**Hand estimates for the valence Wannier functions of wurtzite AlN**

The table holds centres, spreads and on-site energies of the eight maximally localised Wannier functions of the filled bands of AlN, from HSE06 plane-wave calculations on a 6×6×4 mesh in an r2SCAN cell. The program tests a two-level bond model with rough recalled inputs for the centre, an f-sum estimate plus an s–p dipole term for the spread, and an sp³ average for the on-site energy, and it fits one radius or one bond fraction to all centres. The unfitted rules give centres 14–15 % too close to N, spreads 7–9 % low and on-site energies about 0.25 eV too deep, while a fitted radius of 0.451 Å on ideal tetrahedral directions places all centres within about 0.004 Å. The output also shows that the dipole term agrees only through the too short radius, and that the rows contain just two independent kinds of function.

Maximally localised Wannier functions of the eight filled bands of wurtzite AlN (4-atom cell, r2SCAN geometry), computed with Ansatz 0.2.0 using HSE06, PAW and a 420 eV plane-wave cutoff, without spin–orbit coupling. The k mesh and Wannier mesh are both 6×6×4, and the trial orbitals are N s and p. Centres are Cartesian, and on-site energies are relative to the valence-band top.

## The fit in Python

```python
# Table: centres, spreads, on-site energies (from valence top) of the 8 maximally localised Wannier functions
# of wurtzite AlN valence bands; Ansatz 0.2.0, HSE06, plane waves/PAW, 6x6x4 mesh, r2SCAN cell.
# Tested: hand rules for centre (sp3 direction, bond polarity), spread (f-sum + r^2), on-site (sp3 average).
T = {
    'row': [1, 2, 3, 4, 5, 6, 7, 8],
    'function_spread': [0.892, 0.892, 0.892, 0.892, 0.909, 0.892, 0.892, 0.909],  # angstrom^2
    'function_on_site': [-5.745, -5.745, -5.745, -5.745, -5.763, -5.745, -5.745, -5.763],  # eV
    'function_x': [-0.368, 1.185, 0.0, 0.368, 0.0, 1.553, 1.922, 1.553],  # angstrom
    'function_y': [1.581, 1.109, 2.219, 1.581, 1.794, 0.472, 1.109, 0.897],  # angstrom
    'function_z': [2.048, 4.537, 2.048, 2.048, 1.445, 4.537, 4.537, 3.934],  # angstrom
}
import numpy as np, itertools
from scipy import constants as C
h2m = C.hbar**2/C.m_e/C.e*1e20                      # eV A^2
# further outputs of the same run (cell, atoms, spread parts, gap, band energy, same-N hoppings)
a, c, zN = 3.107, 4.979, 1.90
OI, OOD, gap, eband, vbm, tb, ta = 5.962114, 1.203804, 5.599028, 8.362438, 6.272169, 2.88251, 2.92671
# rough recalled values: atomic terms (eV), V2 coefficient, p-band width (eV), electronegativities
sN, pN, sA, pA, eta, W, xN, xA = -26., -14., -11., -5.7, 3.2, 6.0, 3.0, 1.6
rows = [str(r) for r in T['row']]
P = np.array([T['function_x'], T['function_y'], T['function_z']], float).T
S = np.array(T['function_spread'], float); E = np.array(T['function_on_site'], float)
L = np.array([[a, 0, 0], [-a/2, a*3**.5/2, 0], [0, 0, c]])
A0 = np.array([[0, a/3**.5, 0], [a/2, a/12**.5, c/2]]); N = A0 + [0, 0, zN]
Al = np.array([x + np.array(n) @ L for x in A0 for n in itertools.product((-1, 0, 1), repeat=3)])
V, B, U = [], [], []
for p in P:
    n = N[np.argmin(np.linalg.norm(N - p, axis=1))]; v = p - n; D = Al - n
    D = D[np.argsort(np.linalg.norm(D, axis=1))[:4]]; b = D[np.argmax(D @ v)]; q = np.hypot(b[0], b[1])
    U.append([0, 0, np.sign(b[2])] if q < 0.1 else [b[0]/q*8**.5/3, b[1]/q*8**.5/3, np.sign(b[2])/3])
    V.append(v); B.append(b)
V, B, U = map(np.array, (V, B, U)); r = np.linalg.norm(V, axis=1); d = np.linalg.norm(B, axis=1)
ax = np.abs(U[:, 2]) > 0.9
r0 = (V*U).sum()/len(r); f0 = (V*B).sum()/(B*B).sum()
e1 = np.linalg.norm(V - r0*U, axis=1); e2 = np.linalg.norm(V - f0*B, axis=1)
print(f"fitted radius on ideal sp3 directions {r0:.3f} A; fitted bond fraction {f0:.3f}")
print("row kind, bond d (A), centre-N r (A), r/d, miss sp3 radius (A), miss bond fraction (A), spread/d^2")
for i, k in enumerate(rows):
    print(f"{k} {'axial' if ax[i] else 'basal'} {d[i]:.3f} {r[i]:.3f} {r[i]/d[i]:.3f} {e1[i]:.4f} {e2[i]:.4f} {S[i]/d[i]**2:.3f}")
print(f"rms miss {np.mean(e1**2)**.5:.4f} and {np.mean(e2**2)**.5:.4f} A; worst rows {rows[e1.argmax()]}, {rows[e2.argmax()]}")
print("rounding: centres 0.0005 A, N height 0.005 A, spread 0.0005 A^2, on-site 0.0005 eV")
dist = lambda i, j: np.linalg.norm(P[i] - P[j])
eb = np.mean([dist(0, 2), dist(0, 3), dist(2, 3)]); ea = np.mean([dist(i, 4) for i in (0, 2, 3)])
rA = np.hypot(a/3**.5, c/2)/a
print(f"centre tetrahedron edges basal {eb:.3f}, axial {ea:.3f} A, ratio {ea/eb:.3f} (+-0.002); Al tetrahedron ratio {rA:.3f}")
V3 = ((sA + 3*pA) - (sN + 3*pN))/8
def bond(dd, k=eta):
    V2 = k*h2m/dd**2; R = np.hypot(V2, V3); f = (1 - V3/R)/2
    return V2, V3/R, f, 2*R, 3*h2m/(4*R), (f*dd)**2
Eest = -W/2 - (pN - sN)/4
print(f"no-fit rules: hbar^2/m {h2m:.2f} eV A^2, V3 {V3:.2f} eV, on-site -W/2 - (p-s)/4 = {Eest:.2f} eV")
for i in (2, 4):
    V2, al, f, Eb, wi, wo = bond(d[i])
    print(f"row {rows[i]}: V2 {V2:.2f} eV, polarity {al:.2f}, fraction {f:.3f}, splitting {Eb:.1f} eV")
    print(f"  r {f*d[i]:.3f} vs {r[i]:.3f} A ({100*(f*d[i]/r[i]-1):+.0f}%); on-site {Eest:.2f} vs {E[i]:.3f} eV ({Eest-E[i]:+.2f})")
    print(f"  spread {wi:.3f}+{wo:.3f}={wi+wo:.3f} vs {S[i]:.3f} A^2 ({100*((wi+wo)/S[i]-1):+.0f}%); d^2/4 {d[i]**2/4:.3f} ({100*(d[i]**2/4/S[i]-1):+.1f}%)")
for s in (0.8, 1.2):
    o = bond(d.mean(), eta*s); print(f"V2 x {s}: fraction {o[2]:.3f}, spread {o[4]+o[5]:.3f} A^2")
fi = 1 - np.exp(-(xN - xA)**2/4); fP = (1 - fi)/2
print(f"Pauling ionicity {fi:.2f}: fraction {fP:.3f} ({100*(fP/np.mean(r/d)-1):+.0f}%); polarity implied by table {1-2*np.mean(r/d):.2f}")
o = bond(d.mean()); lim = 3*h2m/(2*gap)
print(f"per function: mean spread {S.mean():.3f}, invariant {OI/8:.3f}, off-diagonal {OOD/8:.3f} A^2")
print(f"invariant: gap limit {lim:.2f} A^2 ({lim/(OI/8):.1f} x); bond estimate {o[4]:.3f} ({100*(o[4]*8/OI-1):+.0f}%); implied E {12*h2m/OI:.1f} eV")
print(f"off-diagonal: r^2 of table centres {np.mean(r**2):.3f} ({100*(np.mean(r**2)*8/OOD-1):+.0f}%); no-fit r^2 {o[5]:.3f} A^2")
H = -tb*np.ones((4, 4)); H[3, :] = H[:, 3] = -ta; np.fill_diagonal(H, [E[0], E[2], E[3], E[4]])
w = np.linalg.eigvalsh(H)
print("one-N block levels (eV): " + ", ".join(f"{x:.2f}" for x in w) + f"; mean p minus s {w[1:].mean()-w[0]:.2f}")
print(f"same-N hopping: (p-s)/4 = {(pN-sN)/4:.2f} vs {tb:.2f}, {ta:.2f} eV ({100*((pN-sN)/4/tb-1):+.0f}%, {100*((pN-sN)/4/ta-1):+.0f}%)")
print(f"mean on-site {E.mean():.4f} eV; band energy/16 minus valence top {eband/16-vbm:.4f} eV (identity)")
print(f"axial minus basal: spread {S[ax].mean()-S[~ax].mean():+.3f} A^2 ({100*(S[ax].mean()/S[~ax].mean()-1):.1f}%), on-site {E[ax].mean()-E[~ax].mean():+.3f} eV")
print(f"axial minus basal bond {d[ax].mean()-d[~ax].mean():+.3f} A (+-0.007), d^2 change {100*(d[ax].mean()**2/d[~ax].mean()**2-1):.1f}%")
assert np.all(r/d > 0.2) and np.all(r/d < 0.3)
assert abs(ea/eb - 1) < abs(ea/eb - rA)
assert OI/8 < lim
assert abs(E.mean() - (eband/16 - vbm)) < 0.002
```

Printed output:

```
fitted radius on ideal sp3 directions 0.451 A; fitted bond fraction 0.239
row kind, bond d (A), centre-N r (A), r/d, miss sp3 radius (A), miss bond fraction (A), spread/d^2
1 basal 1.888 0.450 0.238 0.0025 0.0079 0.250
2 basal 1.888 0.450 0.238 0.0030 0.0074 0.250
3 basal 1.888 0.450 0.238 0.0025 0.0079 0.250
4 basal 1.888 0.450 0.238 0.0025 0.0079 0.250
5 axial 1.900 0.455 0.239 0.0037 0.0016 0.252
6 basal 1.888 0.450 0.238 0.0031 0.0075 0.250
7 basal 1.888 0.450 0.238 0.0030 0.0074 0.250
8 axial 1.900 0.456 0.240 0.0042 0.0021 0.252
rms miss 0.0031 and 0.0067 A; worst rows 8, 1
rounding: centres 0.0005 A, N height 0.005 A, spread 0.0005 A^2, on-site 0.0005 eV
centre tetrahedron edges basal 0.736, axial 0.738 A, ratio 1.002 (+-0.002); Al tetrahedron ratio 0.988
no-fit rules: hbar^2/m 7.62 eV A^2, V3 4.99 eV, on-site -W/2 - (p-s)/4 = -6.00 eV
row 3: V2 6.84 eV, polarity 0.59, fraction 0.205, splitting 16.9 eV
  r 0.388 vs 0.450 A (-14%); on-site -6.00 vs -5.745 eV (-0.25)
  spread 0.675+0.150=0.826 vs 0.892 A^2 (-7%); d^2/4 0.891 (-0.1%)
row 5: V2 6.75 eV, polarity 0.59, fraction 0.203, splitting 16.8 eV
  r 0.386 vs 0.455 A (-15%); on-site -6.00 vs -5.763 eV (-0.24)
  spread 0.681+0.149=0.829 vs 0.909 A^2 (-9%); d^2/4 0.902 (-0.7%)
V2 x 0.8: fraction 0.163, spread 0.868 A^2
V2 x 1.2: fraction 0.240, spread 0.802 A^2
Pauling ionicity 0.39: fraction 0.306 (+28%); polarity implied by table 0.52
per function: mean spread 0.896, invariant 0.745, off-diagonal 0.150 A^2
invariant: gap limit 2.04 A^2 (2.7 x); bond estimate 0.677 (-9%); implied E 15.3 eV
off-diagonal: r^2 of table centres 0.204 (+35%); no-fit r^2 0.150 A^2
one-N block levels (eV): -14.46, -2.86, -2.86, -2.81; mean p minus s 11.62
same-N hopping: (p-s)/4 = 3.00 vs 2.88, 2.93 eV (+4%, +3%)
mean on-site -5.7495 eV; band energy/16 minus valence top -5.7495 eV (identity)
axial minus basal: spread +0.017 A^2 (1.9%), on-site -0.018 eV
axial minus basal bond +0.012 A (+-0.007), d^2 change 1.3%
```
